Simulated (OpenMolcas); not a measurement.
**CHP (methylidynephosphane): methods side by side**

CHP has 3 atoms, charge 0, and is taken as a singlet. SMILES: `C#P`. The coordinates come from a GFN2-xTB relaxation.

```xyz
3

C    -0.1371    0.0598   -0.0664
P     1.1492   -0.5127    0.5742
H    -1.0121    0.4528   -0.5078
```

Quantity: the energy change with the C1–P2 bond stretched from 1.547 to 2.320 Å, in eV. The values are calculated.

```json
{"level": "HF/STO-3G (restricted)", "kind": "Hartree–Fock", "program": "OpenMolcas", "value (eV)": "10.33", "less FCI/STO-3G": "+4.84", "CPU time (all runs)": "3.6 s"}
{"level": "SVWN5/STO-3G (restricted)", "kind": "LDA", "program": "OpenMolcas", "value (eV)": "7.49", "less FCI/STO-3G": "+2.00", "CPU time (all runs)": "6.9 s"}
{"level": "PBE/STO-3G (restricted)", "kind": "GGA", "program": "OpenMolcas", "value (eV)": "7.17", "less FCI/STO-3G": "+1.68", "CPU time (all runs)": "7.7 s"}
{"level": "r2SCAN/STO-3G (restricted)", "kind": "meta-GGA", "program": "OpenMolcas", "value (eV)": "7.71", "less FCI/STO-3G": "+2.22", "CPU time (all runs)": "8.9 s"}
{"level": "M06-2X/STO-3G (restricted)", "kind": "hybrid meta-GGA", "program": "OpenMolcas", "value (eV)": "8.77", "less FCI/STO-3G": "+3.28", "CPU time (all runs)": "8.8 s"}
{"level": "PBE0/STO-3G (restricted)", "kind": "global hybrid", "program": "OpenMolcas", "value (eV)": "8.24", "less FCI/STO-3G": "+2.75", "CPU time (all runs)": "7.7 s"}
{"level": "MP2/STO-3G (restricted)", "kind": "perturbation theory", "program": "OpenMolcas", "value (eV)": "5.95", "less FCI/STO-3G": "+0.46", "CPU time (all runs)": "4.6 s"}
{"level": "CCSD(T)/STO-3G (restricted)", "kind": "coupled cluster or CI", "program": "OpenMolcas", "value (eV)": "3.59", "less FCI/STO-3G": "-1.90", "CPU time (all runs)": "6.8 s"}
{"level": "FCI/STO-3G", "kind": "exact in the basis", "program": "OpenMolcas", "value (eV)": "5.49", "less FCI/STO-3G": "0.00", "CPU time (all runs)": "5.8 s"}
```

FCI/STO-3G is exact within its basis and frozen core, so for wave-function methods in that basis the difference is their error; functionals converge differently with the basis, so for them it is only a difference. Spin-restricted single references rise too steeply as a bond breaks, Hartree–Fock most of all. Perturbation and coupled-cluster corrections on them can overshoot downwards. The first shape isn't each level's own minimum. The values span 3.59 to 10.33 eV. All rows use very small basis sets, so even the best lies far from the true value. Times are those of the runs behind each value, whatever else they computed, on shared processors of several kinds: orders of magnitude only.

Stretching the C–P triple bond weakens the sideways π overlap faster than the σ overlap, so the π and π* levels draw together and configurations with electrons moved from π to π* gain weight. A single closed-shell determinant cannot include them and keeps too much ionic character, which accounts for the Hartree–Fock excess of 4.84 eV over FCI. The functionals follow the same logic: the three without exact exchange lie lowest, PBE0 comes next and M06-2X is closest to Hartree–Fock, probably because semilocal exchange mimics part of the missing left-right correlation.

MP2 lands within 0.46 eV of FCI while CCSD(T) falls 1.90 eV below it, the reverse of their usual order near equilibrium. This suggests cancellation of errors in MP2 rather than a sound description, and a breakdown of the coupled-cluster treatment when several electron pairs uncouple together. The ranking therefore says little about accuracy near the equilibrium bond length, and a single energy difference cannot show where along the stretch CCSD(T) begins to fail.
